Diamagnetism grows with the size of the electron cloud. A small basis set built from compact functions should therefore make a molecule look less diamagnetic than it is. For the silyl phosphine below, the smallest basis does the reverse and gives the strongest diamagnetism of all.

Isotropic magnetisability and molar magnetic susceptibility of the silyl phosphine SiH3CH2SiH(SiH3)PH2, from non-relativistic HF and DFT calculations in PySCF 2.14.0 with GIAO basis functions and density fitting. All rows use the same gas-phase conformer, optimised with PBE0-D3(BJ)/def2-SVP, without vibrational averaging.

| level | magnetisability (1e-30 J/T^2) | susceptibility (1e-6 cm^3/mol) |
| --- | --- | --- |
| B3LYP/STO-3G | -1730.1 | -104.19 |
| HF/pcSseg-1 | -1618.0 | -97.44 |
| CAM-B3LYP/pcSseg-1 | -1603.6 | -96.57 |
| BP86/pcSseg-1 | -1601.8 | -96.47 |
| KT2/pcSseg-1 | -1601.8 | -96.46 |
| PW91/pcSseg-1 | -1600.8 | -96.41 |
| B97-2/pcSseg-1 | -1599.5 | -96.33 |
| B3LYP/pcseg-1 | -1583.4 | -95.35 |
| X3LYP/6-311G(d,p) | -1578.8 | -95.08 |
| B3LYP/ANO-RCC-VDZP | -1546.5 | -93.13 |

**What happens, and how large it is**

The magnetisability is the coefficient that links the induced magnetic moment to the field; a more negative value means stronger diamagnetism. The susceptibility is the same result per mole. For this molecule, three sizes sum up the table: going to a minimal basis costs about 9 %, replacing density functional theory by Hartree–Fock (HF) about 1 %, and changing the functional about 0.3 %.

The first figure comes from B3LYP, where STO-3G lies 146.7 × 10⁻³⁰ J/T² beyond pcseg-1. The other two come from the pcSseg-1 rows, where the basis is held fixed. There the five density functionals agree within 4.1 of the same units, and HF lies 14.4 beyond the nearest of them, CAM-B3LYP. The X3LYP row changes functional and basis together, so it can't be credited to either.

**First explanation: the size of the cloud**

The susceptibility is a sum of two parts with opposite signs. The diamagnetic part is negative and proportional to the mean square distance of the electrons from a chosen origin, here the centre of mass. The paramagnetic part is positive and arises because the field mixes occupied orbitals with empty ones. If cloud size were the whole story, the paramagnetic part would stay fixed and the total would follow the diamagnetic part.

This can be tried on STO-3G without fitting anything. Relative to pcseg-1, its diamagnetic part is weaker by 13.77 × 10⁻⁶ cm³/mol, so by this measure the cloud is indeed more compact. Cloud size alone then predicts a susceptibility of −95.35 + 13.77 = −81.58. The calculation gives −104.19, a change in the opposite direction. The naive picture is right about the cloud and wrong about the total.

**Second explanation: the orbital gap**

The gap is a more tempting candidate. Mixing with empty orbitals is harder when they lie far above the occupied ones, and a weaker paramagnetic part leaves more diamagnetism uncancelled. With B3LYP, the gap between the highest occupied and lowest empty orbital is indeed wider in STO-3G than in pcseg-1, 9.5 against 7.1 eV. HF, with the widest gap, also gives the strongest diamagnetism of the pcSseg-1 rows.

CAM-B3LYP in pcSseg-1 spoils this account. Its gap of 9.8 eV is slightly wider than that of B3LYP in STO-3G, yet its magnetisability is 126.5 × 10⁻³⁰ J/T² less negative. HF gives no clear support either. Its paramagnetic part is larger than that of CAM-B3LYP by 1.8 × 10⁻⁶ cm³/mol, not smaller, though charge that moves between atoms changes both parts and could hide a weaker response. A straight line in the gap, fitted to the six pcSseg-1 rows, fails as well: for STO-3G, which was not in the fit, it predicts −1607 instead of −1730. The output printed after this text shows the line and its other misses.

The verdict is against the gap as a common yardstick, not against energy differences as such. Gaps from different methods don't carry equal weight, because exact exchange widens the gap and also enters the response to the field, where it offsets part of that widening. Within B3LYP, the wide gap of STO-3G may well contribute to the error. It is then one symptom of a basis whose empty orbitals are few and badly placed.

**Third explanation: a stunted response**

The two parts of the STO-3G result point to the response. Its paramagnetic part is smaller than that of pcseg-1 by 22.6 × 10⁻⁶ cm³/mol, while its diamagnetic part is weaker by only 13.8. The loss of cancellation outweighs the shrinkage of the cloud, and the difference of 8.8 appears as extra diamagnetism. Moving the origin by 1 Å would shift either change by at most 0.8, so the signs hold for any origin within the molecule.

Theory supplies the reason. STO-3G gives this molecule 15 empty orbitals for its 37 electron pairs, with no d functions on silicon or phosphorus and no p functions on hydrogen. Apart from the field-dependent phases built into the GIAO basis functions, the field can distort the occupied orbitals only by mixing in what the basis offers, so the paramagnetic current is curtailed. No pair of rows adds one kind of function at a time, so which absence matters most is untested.

The two parts need careful reading, because each is about ten times the total. Much of their size merely reflects atoms that sit far from the origin, and charge that moves from one atom to another changes both parts together. Among the five functionals in pcSseg-1, the diamagnetic part varies by 2.5 × 10⁻⁶ cm³/mol but the total by only 0.24. A difference in cloud size between two methods is therefore a poor guide to the difference in their susceptibilities. In STO-3G, too, moved charge may account for some of the change in each part. Its effect should largely cancel in the total, so the extra diamagnetism that remains is the safer sign of a stunted response.

**How to guess a neighbouring case**

Ask whether the response opposes the quantity or makes it up. An electric polarisability consists entirely of response, so the same poverty of empty orbitals makes it too small. In a magnetisability the response works against the diamagnetic part, so a stunted response pushes the total towards too strong a diamagnetism. A cloud that is too compact pushes the other way, and which of the two wins in another molecule has to be computed. For a closed-shell atom with the origin at its nucleus the paramagnetic part vanishes, and there the naive rule about cloud size does hold.

**What to do about it**

Settle the basis before comparing functionals, and don't use a minimal basis for this property. A plausible-looking number is no protection, since the STO-3G value has the right sign and the right order of magnitude. The better check is to enlarge the basis with one functional and see whether the total stops moving.

That check is still needed beyond STO-3G. B3LYP in ANO-RCC-VDZP gives a magnetisability 36.9 × 10⁻³⁰ J/T² less negative than in pcseg-1, a shift about nine times the spread of the five functionals. This basis is contracted for relativistic calculations but was used here in a non-relativistic one, and how much of the shift is due to that mismatch is untested. A basis should be paired with the Hamiltonian it was made for.

Close agreement between functionals shouldn't be taken for accuracy either. The five that nearly coincide share one basis and one geometry, and would share any error that comes from these. None of the basis sets contains added diffuse functions, which magnetisabilities generally need for convergence. Adding them is a more useful next step than trying yet another functional.

Numerical output:

```
Mean parts of the susceptibility (1e-6 cm^3/mol) and orbital gap (eV):
                 row  diamagnetic  paramagnetic    gap
        B3LYP/STO-3G        -1108          1004  9.453
         HF/pcSseg-1        -1126          1029  13.11
  CAM-B3LYP/pcSseg-1        -1124          1027   9.82
       BP86/pcSseg-1        -1122          1026  5.609
        KT2/pcSseg-1        -1121          1025  5.529
       PW91/pcSseg-1        -1122          1026  5.592
      B97-2/pcSseg-1        -1122          1026  7.276
       B3LYP/pcseg-1        -1122          1027  7.115
   X3LYP/6-311G(d,p)        -1123          1028  7.189
  B3LYP/ANO-RCC-VDZP        -1121          1028  6.843
B3LYP magnetisability, STO-3G less pcseg-1 (1e-30 J/T^2): -146.7
the same as a percentage of the pcseg-1 value: 9.265
B3LYP magnetisability, ANO-RCC-VDZP less pcseg-1 (1e-30 J/T^2): 36.9
spread of the five density functionals in pcSseg-1 (1e-30 J/T^2): 4.1
magnetisability, HF less CAM-B3LYP in pcSseg-1 (1e-30 J/T^2): -14.4
magnetisability, CAM-B3LYP/pcSseg-1 less B3LYP/STO-3G (1e-30 J/T^2): 126.5
diamagnetic part, STO-3G less pcseg-1 (1e-6 cm^3/mol): 13.77
paramagnetic part, STO-3G less pcseg-1 (1e-6 cm^3/mol): -22.61
total susceptibility, STO-3G less pcseg-1 (1e-6 cm^3/mol): -8.84
diamagnetic part, HF less CAM-B3LYP (1e-6 cm^3/mol): -2.697
paramagnetic part, HF less CAM-B3LYP (1e-6 cm^3/mol): 1.827
spread of the diamagnetic part, five density functionals (1e-6 cm^3/mol): 2.483
spread of the total susceptibility, five density functionals (1e-6 cm^3/mol): 0.24
largest origin effect on the STO-3G part changes, per angstrom (1e-6 cm^3/mol): 0.7883
largest origin effect on the HF part changes, per angstrom (1e-6 cm^3/mol): 0.1269
empty orbitals in STO-3G (functions less electron pairs): 15
fit of magnetisability on 6 rows (same): constant -1589 +/- 4.5, coefficient of gap -1.957 +/- 0.54; rms 3.01, worst CAM-B3LYP/pcSseg-1 -4.56, leave-one-out rms 6.69
  rows outside the fit (model, value, miss): B3LYP/STO-3G -1607, -1730, 123; B3LYP/pcseg-1 -1603, -1583, -19.5; X3LYP/6-311G(d,p) -1603, -1579, -24.2; B3LYP/ANO-RCC-VDZP -1602, -1546, -55.8
```
